\paragraph{1. Conventions, and the step usually skipped.}
The device is a partially depleted n-channel silicon film on sapphire, with a neutral p body that has no contact. Voltages are referred to the source, $v_t=k_BT/q$, $S=dV_{GS}/d\log_{10}I$ and $s=S/(v_t\ln 10)$. At 200~K, $v_t=17.23$~mV and the thermal limit $s=1$ is 39.7~mV/dec. Let $\phi$ be the surface potential relative to the source and $\psi=\phi-V_{BS}+\mathrm{const}$ the band bending. In weak inversion with $V_{DS}\gg v_t$, $I\propto e^{\phi/v_t}$. Without interface traps, incremental charge balance under the gate reads $C_{ox}(dV_{GS}-d\phi)=C_d(d\phi-dV_{BS})$, so
\begin{equation}
n\,v_t\,d\ln I=dV_{GS}+\eta\,dV_{BS},\qquad \eta=\frac{C_d}{C_{ox}},\qquad n=1+\eta .
\label{gate}
\end{equation}
Impact ionisation at the drain feeds the body a hole current $(M-1)I$, with $M-1\ll1$, and the forward-biased source junction, of ideality $m$, removes it:
\begin{equation}
(M-1)I=I_s\left(e^{V_{BS}/mv_t}-1\right).
\label{body}
\end{equation}
For fixed $M$ and $V_{BS}\gg mv_t$ this gives $dV_{BS}=m v_t\,d\ln I$, and \eqref{gate} becomes
\begin{equation}
S=v_t\ln10\,[\,n-m(n-1)\,]=v_t\ln10\,[\,1-(m-1)(n-1)\,].
\label{swing}
\end{equation}
Per e-fold of current the surface rises by $v_t$ and the body by $mv_t$. For $m>1$ the band bending shrinks while the current grows, the depletion region gives charge back, and the gate moves less than the surface. The prefactor $\psi^{-1/2}$ of the inversion charge replaces $n$ by $n/(1-v_t/2\psi)$ and leaves the form of \eqref{swing} intact. For an assumed $\psi=0.8$~V the shift $v_t/2\psi$ is 0.011, and it is absorbed if $n$ is read as the slope factor with the body tied to the source.

\paragraph{2. Small and large $m$ and $n$.}
For $n=1.6$ at 200~K the tied body ($m\to0$) has 63.5~mV/dec, and $m=1$, 1.5 and 2 give 39.7, 27.8 and 15.9~mV/dec. The swing is sub-thermal exactly when $m>1$ and $n>1$. It vanishes on the hyperbola $(m-1)(n-1)=1$, that is at $m_c=n/(n-1)=2.67$, and it is negative beyond. As $n\to1$, $s\to1$ for any finite $m$ and $m_c$ diverges as $1/(n-1)$. As $n\to\infty$, $m_c=1+1/n+\dots$. A junction ruled by diffusion ($m=1$) and depletion-layer recombination ($m\le2$) therefore cannot bring \eqref{swing} to zero unless $n\ge2$. At $n=1.6$ its floor is $s=0.4$.

A geometry for $n=1.6$ follows from $n-1=(\epsilon_{Si}/\epsilon_{ox})\,t_{ox}/W_d$. With $\epsilon_{Si}=11.7$ (compiled value, Ioffe Institute, 300~K, used unchanged), the typical $\epsilon_{ox}=3.9$ and an assumed $t_{ox}=20$~nm, $W_d=100$~nm, and $W_d^2=2\epsilon_0\epsilon_{Si}\psi/qN_A$ gives $N_A=1.0\times10^{17}$~cm$^{-3}$. Since $n-1\propto t_{ox}\sqrt{N_A/\psi}$, reaching $n=2$ takes 33~nm of oxide or 2.8 times the doping. Scaling that keeps $t_{ox}/W_d$ fixed leaves $s$ unchanged. A film thinner than $W_d$ has no neutral body, and \eqref{gate} no longer describes it.

\paragraph{3. Dimensionless groups.}
Add a shunt $R$ across the source junction, a body capacitance $C_B$ and a gate sweep rate $r$. Write $I=I_0\exp[(V_{GS}-V_T+\eta V_{BS})/nv_t]$. The nine dimensional quantities $V_{GS}-V_T$, $V_{BS}$, $v_t$, $I$, $I_0$, $I_s$, $R$, $C_B$, $r$ involve voltage, current and time, which leaves six groups: $g=(V_{GS}-V_T)/v_t$, $u=V_{BS}/v_t$, $x=(M-1)I/I_s$, $I_0/I_s$, $a=v_t/RI_s$ and $rC_B/I_s$. For $a=0$ and $r=0$,
\begin{equation}
g=n\ln x-\eta m\ln(1+x)+n\ln\frac{I_s}{(M-1)I_0}.
\label{master}
\end{equation}
All devices with the same $n$, $\eta$ and $m$ share one curve. Raising $M-1$ tenfold slides it one decade down in current and 63.5~mV down in gate voltage. On the steep part, at fixed current, the gate shift is $\eta m v_t\ln10=47.6$~mV for $m=2$. The size of $M$ decides where the steep part lies and has no effect on its slope.

\paragraph{4. The lower crossover, $x\sim1$.}
Differentiating \eqref{master},
\begin{equation}
s=n-\eta m\frac{x}{1+x}\simeq
\begin{cases} n-\eta m x, & x\ll1,\\ n-\eta m+\eta m/x, & x\gg1.\end{cases}
\end{equation}
The reduction runs from 10\% to 90\% of its full value between $x=1/9$ and 9, which is 1.9 decades. The thermal limit is crossed at $x=1/(m-1)$, or $x=1$ for $m=2$. With illustrative values $I_s=1$~fA and $M-1=10^{-3}$ this is $I=1$~pA. The mean swing from $x=1$ to $10^4$ is 19.5~mV/dec, against the asymptote 15.9. A constant generation current $I_g$ from the reverse-biased drain junction pre-biases the body by $mv_t\ln(1+I_g/I_s)$ and replaces $I_s$ by $I_s+I_g$ in $x$, which delays the onset.

\paragraph{5. The upper crossover, and why cooling widens the window.}
Let the body lose holes through a recombination term and a diffusion term, $I_B=I_re^{u/2}+I_de^{u}$, and set $y=(I_d/I_r)e^{u/2}$. The quantity that enters \eqref{swing} is the local slope
\begin{equation}
m_{\rm eff}=\frac{du}{d\ln I_B}=\frac{2(1+y)}{1+2y},
\label{meff}
\end{equation}
equal to $2-2y$ for small $y$ and $1+1/2y$ for large $y$. At $y=1$, $m_{\rm eff}=4/3$ and $s=0.8$. The plateau between $x=1$ and $y=1$ spans about $\log_{10}(I_r/I_d)$ decades. Take $I_r\propto n_i$, $I_d\propto n_i^2$ and $n_i\propto T^{3/2}e^{-E_g/2k_BT}$, ignoring the temperature dependence of lifetimes and mobilities. With $E_g=1.12$~eV (compiled value, Wing 2021, 300~K), $n_i$ falls by the factor $1.1\times10^{-5}$ from 300 to 200~K. The typical widening of the gap on cooling, about 0.02~eV, multiplies this by a further 0.56. If $y=1$ is assumed to lie at $V_{BS}=0.35$~V at 300~K, the window is 2.9 decades there and 7.9 decades at 200~K (fixed gap), where $y=1$ moves to 0.63~V. In the cold device the steep part is then likely to end at moderate inversion, where $d\ln I/d\phi$ drops below $1/v_t$, before diffusion takes over.

At fixed $n$ and $m$, $S\propto T$. If instead the junction current goes as $e^{V_{BS}/E_0}$ with $E_0$ independent of temperature, as for a tunnelling path, then $m=E_0/v_t\propto1/T$ and $S=\ln10\,(nv_t-\eta E_0)$. This vanishes at 200~K for $E_0=46.0$~mV, a slope that looks like an unremarkable $m=1.78$ at 300~K.

\paragraph{6. $n-1$ is not always the body coupling.}
Interface traps that exchange with the channel electrons follow $\phi$ and not $\psi$. They add $C_{it}\,d\phi$ to the right of the charge balance, so $n=1+\eta+C_{it}/C_{ox}$ while the coefficient of $dV_{BS}$ stays $\eta$:
\begin{equation}
s=n-m\eta,\qquad m_c=n/\eta .
\end{equation}
If a third of $n-1=0.6$ came from traps, then $\eta=0.4$ and $C_{it}/C_{ox}=0.2$, or $D_{it}=2.2\times10^{11}$~cm$^{-2}$eV$^{-1}$ on the 20~nm oxide. For $m=2$ the swing doubles to 31.7~mV/dec, a sub-thermal value needs $m>1.5$, and $m_c=4$. The remaining notes take $\eta=n-1$ for numbers.

\paragraph{7. $n$ drifts along the curve.}
Because $\eta\propto\psi^{-1/2}$ and $d\psi=-(m-1)v_t\,d\ln I$, the swing steepens by $ds/d\log_{10}I=-(m-1)^2\eta\,v_t\ln10/2\psi$, which is $-0.015$ per decade at $\psi=0.8$~V and $m=2$. After four decades $\eta=0.670$ and $S=13.1$~mV/dec. Reaching $\eta=1$ needs $\psi=0.288$~V, or 12.9 decades, far more than weak inversion offers.

\paragraph{8. $M$ is not fixed.}
A rising surface or body potential lowers the drop across the drain region. Write $d\ln(M-1)=-\kappa_\phi\,d\phi-\kappa_B\,dV_{BS}$. Then \eqref{body} gives
\begin{equation}
m_{\rm eff}=m\,\frac{1-\kappa_\phi v_t}{1+m\kappa_Bv_t}.
\end{equation}
Assume one decade of $M-1$ per 0.5~V, so that $\kappa v_t=0.079$. Assigned wholly to the surface this gives $m_{\rm eff}=1.84$ and 19.7~mV/dec. Assigned wholly to the body it gives 1.73 and 22.4~mV/dec. A small $\kappa v_t$ changes $S$ by tens of per cent because $s$ is a difference of two larger terms. The expansion parameter $\kappa v_t$ is proportional to $T$ at fixed $\kappa$.

\paragraph{9. What $S<0$ means.}
Let $J=(M-1)I$ with $x\gg1$, and let $C_d$ now be the total depletion capacitance and $C_J$ that of the two junctions. At fixed gate $d\phi=\eta\,dV_{BS}/n$, so the body sees $C_B=C_J+C_d/n$, and the linearised charge balance is
\begin{equation}
C_B\frac{d\,\delta V_{BS}}{dt}=-\frac{J}{mv_t}\,\frac{s}{n}\,\delta V_{BS},\qquad
\tau=\frac{C_B\,m v_t}{J}\,\frac{n}{s}.
\label{tau}
\end{equation}
A branch with $s<0$ is unstable under gate-voltage drive and is never traced. Equation \eqref{swing} with $m>m_c$ describes only that branch. A loop needs two folds. The lower one lies at $x=n/(\eta m-n)$, which is 8 for $m=3$. The upper one lies where $m_{\rm eff}$ falls back through $m_c$, or where inversion weakens the dependence of $I$ on $\phi$.

\paragraph{10. Slow and fast sweeps.}
The body follows if the time per e-fold of current, $sv_t/r$, exceeds $\tau$:
\begin{equation}
r\ll r_c=\frac{J\,s^2}{n\,m\,C_B}.
\end{equation}
The bound has no explicit temperature and collapses as $s^2$. For an assumed gate of $10\times1~\mu$m$^2$, $C_d=10.4$~fF and $C_d/n=6.5$~fF, and an assumed $C_J=3.5$~fF gives $C_B=10$~fF. At $J=1$~fA and $m=2$, $\tau=1.4$~s and $r_c=5$~mV/s. The value $J=1$~fA lies at the onset for the $I_s$ of note 4, so these two numbers are orders of magnitude there. Both scale with $J$, one inversely and one directly. In the fast limit the body charge is frozen, $C_d(dV_{BS}-d\phi)+C_J\,dV_{BS}=0$, and $m$ is replaced by $C_d/(C_d+C_J)<1$. This gives $s=1.15$, or 45.7~mV/dec, never sub-thermal. For $r\sim r_c$ the up and down sweeps differ although $s>0$, so a loop proves bistability only if it survives $r\to0$.

\paragraph{11. A shunt makes a loop at $m\le2$.}
With a resistive path from body to source, such as a long body tie, $x=au+e^{u/m}-1$ and
\begin{equation}
m_{\rm eff}=\frac{au+e^{u/m}-1}{a+e^{u/m}/m}.
\end{equation}
For $a\gg1$ and small $u$, $m_{\rm eff}\simeq u$, so the lower fold sits near $V_{BS}=m_cv_t=46.0$~mV whatever $R$ is. At large $u$, $m_{\rm eff}\to m$. The loop opens when the maximum of $m_{\rm eff}$ touches $m_c$, where $x/x'=x'/x''=m_c$ with primes for $d/du$. For $m=2$ and $m_c=8/3$ these read $a=e^{u/2}/6$ and $u=14/3+6e^{-u/2}$, so $u=5.13$ (88~mV) and $a_c=2.17$, that is $RI_s<8.0$~mV. For $a=100$ ($R=1.7\times10^{11}~\Omega$ at $I_s=1$~fA) the folds are at $u_1=2.69$ and $u_2=16.69$, and the width is
\begin{equation}
\Delta g=\int_{u_1}^{u_2}\left(\eta-\frac{n}{m_{\rm eff}}\right)du=3.48,
\end{equation}
or 60~mV. The drift of note 7, evaluated between the same folds, adds about 8~mV. Since $g$ is stationary at the folds, $d\Delta g/d\ln a=n\,(au_1/x_1-au_2/x_2)$, which tends to $\eta m$ as $a\to\infty$, so the width grows logarithmically in $a$. The loop disappears again when the lower fold leaves weak inversion. For an assumed threshold current of 1~$\mu$A and $M-1=10^{-3}$ that happens below $R=46$~M$\Omega$.

\paragraph{12. The lateral bipolar transistor.}
Electrons injected from the source into the body and collected by the drain do not discharge the body. They form a current $I_C\propto e^{u}$ that is multiplied too, so $(M-1)(I_{ch}+I_C)=I_B$. With $\lambda=(M-1)I_C/I_B$ and $m$ the local ideality of $I_B$, $(M-1)I_{ch}=I_B(1-\lambda)$ and $d\ln I_{ch}/du=(1/m-\lambda)/(1-\lambda)$. The drain current remains proportional to $I_B$, and \eqref{gate} applies to $I_{ch}$, so
\begin{equation}
s=n\,\frac{1-m\lambda}{1-\lambda}-m\eta\simeq n-m\eta-n(m-1)\lambda .
\end{equation}
For $\eta=n-1$ the fold is at $\lambda_c=1-n(1-1/m)$, which is 0.2 for $m=2$ and 1 for $m=1$. This agrees with the familiar latch condition of unit bipolar loop gain. With \eqref{meff}, $\lambda=by/(1+y)$, where $b=(M-1)I_C/I_de^{u}$ is the gain product of the diffusion regime, and the fold lies at $y=(1-n/2)/(b-1)$. For $n<2$ it exists only if $b>1$, and it then occurs early, at $y=0.1$ for $b=3$. For small $y$, $s=n-2\eta+(2\eta-nb)y$, so bipolar action wins over the fall of $m_{\rm eff}$ when $b>2\eta/n=0.75$. Past the fold $\lambda\to1$ sends $g\to-\infty$, and the upper branch is set by series resistance and high injection, which lie outside this model.

\paragraph{13. How far to trust the number.}
The 15.9~mV/dec for $n=1.6$, $m=2$ and 200~K is the model's value, resting on an assumed ideality. The illustrative corrections of notes 6 to 8, taken one at a time, move it between 13.1 and 31.7~mV/dec. As typical knowledge, floating-body nMOS devices on insulating substrates show an ordinary swing at low drain bias, a sub-thermal stretch at higher bias and an abrupt latch beyond that. Equation \eqref{swing} contains no drain bias. At low $V_{DS}$, where $x\ll1$ throughout weak inversion, it is too steep by up to the factor $n/s=4$. At high $V_{DS}$ it misses the latch altogether, which at $n=1.6$ requires $m_{\rm eff}>2.67$ from a tunnelling junction or a shunt, or else $b>1$.